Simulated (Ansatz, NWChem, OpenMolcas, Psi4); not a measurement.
## A substitution series on C: F to Cl

On one C centre, n of the F ligands are replaced by Cl. The atomisation energy (no zero-point term) y in kJ/mol at B3LYP/6-31G* (Cartesian functions). Shapes, held fixed at every level: PBE0-D4/def2-TZVP. Programs: Ansatz 0.2.0, OpenMolcas 26.06, Psi4 1.11. A level may come from different programs for different species; with the same settings they agree closely.

| molecule | n | y (kJ/mol) |
| --- | --- | --- |
| CF4 | 0 | 2015 |
| CClF3 | 1 | 1804 |
| CCl3F | 3 | ? |
| CCl4 | 4 | 1211 |

Question: Fit y = c + s·n to the known rows and predict CCl3F.

Answer: 
1. Means of the 3 rows: n = 1.66667, y = 1676.7.
2. Σ(Δn)² = 8.6667, Σ(Δn·Δy) = -1735.3, so the slope is -1735.3/8.6667 = -200.23.
3. Intercept: 1676.7 − (-200.23) × 1.66667 = 2010.4. The largest residual of the fit is 6.2.
4. CCl3F: 2010.4 + (-200.23) × 3 = 1410 kJ/mol.

The run gave 1400 kJ/mol, so the prediction is off by +10 kJ/mol, more than the scatter of the fit. The steps per swap are -211, -202, -189 kJ/mol. The slope is only an average step. Other levels give for CCl3F: HF/STO-3G 881; HF/3-21G 573 kJ/mol. Spin-orbit coupling of the free atoms (F 2, Cl 4 kJ/mol each; the atoms kept shift only the intercept) is left out.

Replacing fluorine by chlorine weakens the binding at every step, because the more diffuse 3p orbital of chlorine overlaps less well with carbon and the smaller electronegativity difference reduces the ionic contribution to the bond. The loss per swap shrinks from 211 to 189 kJ/mol, so the series is convex and a straight line overestimates CCl3F. This suggests that C–F bonds on the same carbon reinforce one another, through electrostatics and donation from fluorine lone pairs into neighbouring σ* orbitals, an advantage lost fastest at the fluorine-rich end. Crowding among the chlorines alone would have made the later steps costlier, so it probably isn't decisive here. The 1211 kJ/mol for CCl4 is clearly below the established atomisation energy, probably because the small basis describes chlorine poorly and the functional underbinds chlorocarbons; the average step is therefore likely too steep. Hartree–Fock binds CCl3F far too weakly since it lacks the correlation energy gained on forming electron pairs, and the higher minimal-basis value reflects error cancellation, not a better description.
